## The finding

The lowest excited singlet couples strongly to a triplet when the two states differ by an oxygen lone pair exchanged for a π orbital. All seven molecules contain silicon, but only the three aldehydes offer this exchange, and they have the three largest couplings of S1. The strong coupling appears under T1 in two aldehydes and under T2 in the third because their triplets come in opposite energy order.

Spin-orbit couplings of seven neutral silicon compounds in the gas phase, from PySCF 2.14.0 with TDA CAM-B3LYP/def2-SVP at GFN2-xTB geometries, using density fitting and a frozen core in the response. Each value is the root of the summed squared moduli over the three triplet sublevels, with a mean-field spin-orbit operator.

```tsv
system	singlets sought	triplets sought	formula	coupling s0 t1 (cm^-1)	coupling s1 t1 (cm^-1)	coupling s1 t2 (cm^-1)
C#CC1=CC=C(C=O)[SiH2]1	8	6	C7H6OSi	0.12	13.030	0.410
O=CC1=CC=C([SiH3])[SiH2]1	8	6	C5H8OSi2	0.14	14.760	0.450
COC1=CC=C(C)[SiH2]1	8	5	C6H10OSi	0.21	0.010	0.040
[SiH3]C1=CC2(C=CC=C2)C=C1	8	6	C9H10Si	0.80	0.040	2.080
CB(C)C1=CC=C([SiH3])B1	5	4	C6H12B2Si	1.36	0.150	2.740
N[SiH2]BC#CCN([SiH3])[SiH3]	5	5	C3H13BN2Si3	3.54	0.290	8.370
Cc1ccc([SiH3])cc1C=O	5	4	C8H10OSi	51.10	0.110	16.890
```

Here S0 is the ground state, S1 the lowest excited singlet, and T1 and T2 the two lowest triplets. An nπ\* state has its hole in the oxygen lone pair n and its electron in the antibonding orbital π\*. A ππ\* state has its hole in a π orbital instead.

## Why a change of orbital is needed

The spin-orbit operator flips a spin and at the same moment turns a p orbital by 90 degrees about its own nucleus. It therefore needs two p lobes that stand at right angles on the same atom. A singlet and a triplet built from the same orbitals offer no such pair, since for real orbitals the operator has no diagonal element. An nπ\* singlet and a ππ\* triplet do offer it: the lone pair lies in the molecular plane, and the π lobe on the same oxygen stands upright. This is El-Sayed's rule.

In the silylated formyl silole (second row), the calculation gives S1 as nπ\*, T1 as ππ\* and T2 as nπ\*. The coupling is 14.8 cm⁻¹ to T1 and only 0.45 cm⁻¹ to T2. The ethynyl compound in the first row repeats the pattern, so its states very probably come in the same order.

## The row that seems reversed

In the silylated tolualdehyde (last row), T1 is nπ\* and T2 is ππ\*. The large S1 coupling, 16.9 cm⁻¹, accordingly moves to T2, while S1–T1 falls to 0.11 cm⁻¹. Once the triplets are matched by orbital type instead of by energy, the three aldehydes behave alike.

The same swap explains the largest number in the table, the S0–T1 coupling of 51 cm⁻¹. Going from S0 to an nπ\* triplet moves an electron from the lone pair to π\*, again a quarter turn on oxygen. In the two formyl siloles T1 is reached from a π orbital, whose lobes are parallel to those of π\*, and S0–T1 stays below 0.2 cm⁻¹.

The order of the triplets deserves some caution. Both lie within 0.57 eV below S1 in the tolualdehyde, so another functional might exchange them. The large S1 coupling would then change columns and the large S0 coupling would pass to T2, but the orbital rule would remain.

## An estimate from one oxygen atom

Let $\zeta$ be the spin-orbit constant of the oxygen p shell, and let $c_n$, $c_\pi$ and $c_{\pi^*}$ be the coefficients of the three orbitals on oxygen. The two spin directions contribute equal terms, which add up to

$$V(S_0,{}^3n\pi^*)=\frac{\zeta}{\sqrt2}\,|c_n c_{\pi^*}|,\qquad V(^1n\pi^*,{}^3\pi\pi^*)=\frac{\zeta}{2}\,|c_n c_\pi|.$$

For the tolualdehyde, the calculation places 0.69 of the T1 hole and 0.30 of the T1 electron on oxygen. These shares stand for the squared coefficients, so the product of the coefficients is $\sqrt{0.69\times0.30}\approx0.46$. With a rough recalled $\zeta$ of 150 cm⁻¹, the first formula gives about 48 cm⁻¹, against 51 in the table. Nothing was fitted, but so close a match in one row, with a free-atom constant and approximate shares, is partly luck. It does show that oxygen alone can supply a coupling of this size.

The second formula also shows why S1–T2 in the same molecule should be clearly smaller than S0–T1; in the table it is a third as large. Its prefactor is smaller by $\sqrt2$, and the π hole is spread over the ring, with at most 0.14 of it on oxygen. That share sets a rough ceiling of 23 cm⁻¹, and the computed 16.9 lies below it.

## A test of the orbital picture

The same argument predicts a ratio that needs neither $\zeta$ nor any coefficient. Suppose that S1 and one of the two triplets share their orbitals, and that the other triplet differs from them in one orbital only. The coupling between the two triplets, summed over their sublevels, must then be $\sqrt2\approx1.41$ times the coupling of S1 to that other triplet. The calculation gives 1.40 in both the silylated silole and the tolualdehyde. The ratio supports the assignment of the states, though it doesn't say on which atom the coupling arises.

The spiro compound, two rings joined at right angles, gives 0.82, and its states show why. The hole of S1 spreads over both rings, while its electron sits mainly on the silylated one. T1 is confined to that ring and T2 to the other. S1 and T1 thus don't have the same hole, so the condition for the ratio isn't met. The rings are perpendicular, but their π lobes sit largely on different atoms, which theory expects to keep the coupling small; the table has 2.1 cm⁻¹.

## Silicon and the rows without an aldehyde

Silicon is the heaviest element here, yet its presence doesn't set the size of the coupling. Among the molecules with a single silicon atom, the larger of the two S1 couplings runs from 0.04 to 16.9 cm⁻¹. The spin-orbit constant of the silicon p shell is roughly as large as that of oxygen, so silicon is hardly a heavy atom in this respect. What counts is whether both of the exchanged orbitals have a sizeable share on the same atom, with their lobes at right angles.

The methoxysilole at the bottom of that range is a useful control, because it contains both silicon and oxygen. Its S1 is the bright state, most likely an excitation between π orbitals of the ring. Oxygen has a small share in the highest occupied orbital, but presumably through a lobe parallel to the π lobes of the ring, which offers no quarter turn. An oxygen atom is thus not enough; a lone pair at right angles to the π lobes must take part in the excitation.

The open-chain aminosilane reaches 8.4 cm⁻¹ without a carbonyl group. Only one conformer of this flexible chain was computed, and another could mix the orbitals differently and change the value. Its S1 and T1 share the same mixture of orbitals, whereas the hole of T2 sits mainly on the alkyne, which carries only about half of the S1 hole. A triple bond has two perpendicular sets of π lobes, which could provide the quarter turn on carbon. If S1 and T2 use one set each, a carbon constant of roughly 30 cm⁻¹ gives a coupling of about ten. That the two holes are perpendicular wasn't computed directly, but the brightness of the singlets fits it. S1 is faint, with an oscillator strength of 0.001, whereas the singlet excited mainly from the same orbital as T2 reaches 0.13, as expected if only that orbital is parallel to the acceptor orbital.

The borole, with 2.7 cm⁻¹, stays partly open. Its ratio of 1.41 suggests that S1 and T2 differ in one orbital only, but the orbitals of its states weren't printed, so the size of the coupling can't be traced to an atom.

## Carrying the rule over

In a neighbouring series with thiocarbonyl in place of carbonyl groups, the same pairs of states would couple, and more strongly, because sulfur has the larger spin-orbit constant. Siloles serve as electron-transporting and light-emitting materials in organic diodes. There a formyl group could open a path from S1 into the triplets if it brings an nπ\* state low enough, although the rate also depends on energy gaps and vibrations. The practical rule is to identify the orbital type of each state first, and only then to compare couplings between molecules: T1 in one row may be the counterpart of T2 in the next.
